**Q:** I want the energy that holds triplet aminogermylene, HGe–NH₂, together. Hartree–Fock gives far too little, MP2 looks nearly perfect, and every density functional gives too much. Is there one way to read all this?

Atomization energy of neutral triplet HGe–NH₂ at each level, compared with UCCSDT(Q), computed with Ansatz 0.2.0 in the cc-pVDZ basis at the PBE0/def2-TZVP geometry. Correlated wavefunction levels keep the cores frozen, including the 3d shell of Ge; relativistic effects and zero-point energy are not included.

| level | this level less the reference (UCCSDT(Q), same basis) (kJ/mol) |
| --- | --- |
| RHF | -334.6 |
| UHF | -341.8 |
| RMP2 | -0.6 |
| UMP2 | -1.3 |
| RCCSD | -18.3 |
| UCCSD | -18.4 |
| RCCSD(T) | -2.4 |
| UCCSD(T) | -2.7 |
| BCCD(T) | -2.4 |
| RCCSDT | -1.4 |
| UCCSDT | -1.6 |
| RCCSDT(Q) | 0.1 |
| PBE | 146.4 |
| r2SCAN | 126.6 |
| PBE0 | 108.5 |
| B3LYP | 113.8 |
| CAM-B3LYP | 118.5 |
| wB97X-V | 119.4 |
| wB97M-V | 125.8 |
| B2PLYP | 75.7 |
| RPA-PBE | -27.8 |

**A:** Start from the definition: the atomization energy is the energy of the separate atoms minus that of the molecule. The molecule is held here in its triplet state, which is an excited one: germylenes like this have singlet ground states. Suppose a better method lowers the molecule by *m* and the atoms together by *a*. Then

change in atomization energy = *m* − *a*.

If the atoms gain nothing, the whole improvement goes into the binding. If they gain as much as the molecule, even a poor method gives the right binding, and if they gain more, the binding falls.

**Q:** Where does Hartree–Fock stand among these limits?

**A:** It leaves out correlation, the way electrons avoid each other beyond what the Pauli principle enforces. The free atoms have eight unpaired electrons: three on nitrogen, two on germanium and one on each hydrogen. The triplet molecule keeps two, so three more pairs of opposite spin have formed. Such pairs share the same region of space and gain most from correlation, so *m* is clearly larger than *a*. RHF therefore misses 30% of the reference binding.

**Q:** UHF has more freedom. Why is it worse?

**A:** It gives up-spin and down-spin electrons different orbitals, which helps most where many spins are unpaired, and that is in the atoms. Going from RHF to UHF lowers the molecule by 9 kJ/mol but the atoms by 16, so the binding drops by 7. Both total energies improve while their difference gets worse. The atomic figure here, like those below, follows from the molecular energy and the table through *m* − *a*; it is no separate test of that relation.

**Q:** And the steady approach of the coupled-cluster rows?

**A:** CCSD treats electrons mainly pair by pair. The correction (T) adds the joint motion of three electrons, which matters more in a molecule, where bonds and lone pairs lie side by side, than in separate atoms. With restricted orbitals it lowers the molecule by 19.5 kJ/mol and the atoms by only 3.6, so most of it becomes binding. Four-electron terms then add just 1.5 kJ/mol to RCCSDT, because one determinant already describes this triplet well.

**Q:** So is MP2, within about 1 kJ/mol of the reference, as good as CCSDT?

**A:** No, its small error is the limit of equal gains. RMP2 puts the molecule 87 kJ/mol above RCCSD(T), and the atoms 89 above. The two deficits nearly cancel in the atomization energy. Nothing in the theory makes them equal, so this agreement is no promise for another molecule.

**Q:** Then the functionals must be poor, at more than 100 kJ/mol too much?

**A:** That would blame them for a weakness of the reference. Coupled cluster builds correlation from products of orbitals, and a small basis describes two electrons at close range badly. The newly formed pairs suffer most, so the reference itself binds too weakly. A functional reads its correlation from the density, which needs far fewer basis functions. This is well-established theory, and it probably accounts for most of the mean offset of 123 kJ/mol for the seven functionals from PBE to wB97M-V; with one basis, the table cannot separate that part from their own errors.

**Q:** Do those seven differ for a reason?

**A:** One comparison is clean. PBE0 replaces a quarter of PBE's exchange by exact exchange, and the binding falls by 38 kJ/mol. Approximate exchange tends to favour electrons spread over bonds, and the exact kind removes part of that bias.

**Q:** Why does B2PLYP come out lower still?

**A:** It has two ingredients that should lower it. The first is 27% MP2-type correlation, which shares the basis weakness of the reference. If the whole mean offset came from the basis, B2PLYP should keep 73% of it: 0.73 × 123 ≈ 90 kJ/mol. The table has 76, and this row was not part of the mean.

**Q:** That looks like a fair explanation.

**A:** It is not the only one. The second ingredient is 53% exact exchange; extending the step from PBE to PBE0 in proportion gives 66 kJ/mol, about as close from the other side. This is a rough estimate, since B2PLYP is built from other exchange and correlation terms than PBE. Both ingredients are present, yet adding their effects gives only 33. The model gets the direction right but cannot divide the lowering between the two causes.

**Q:** And RPA, which falls below the reference?

**A:** Two things change at once. Its correlation is built entirely from orbitals, so it shares the basis weakness of the reference, and its exchange is fully exact, which removes the bias of PBE's exchange. Both should reduce the large positive offset, and the table cannot say how much each does. What remains is −28 kJ/mol. That fits the known tendency of RPA to bind too weakly, though its basis weakness need not equal that of the reference.

**Q:** What should I ask of such a table for another molecule?

**A:** Ask how many electron pairs form on binding, and whether a method builds its correlation from orbitals or from the density. The first gives a rough idea of how far Hartree–Fock will fall short. The second tells you whether the method shares the basis weakness of the reference, or whether that weakness shows up as an apparent error of the method. In neither case is the entry an error against nature.
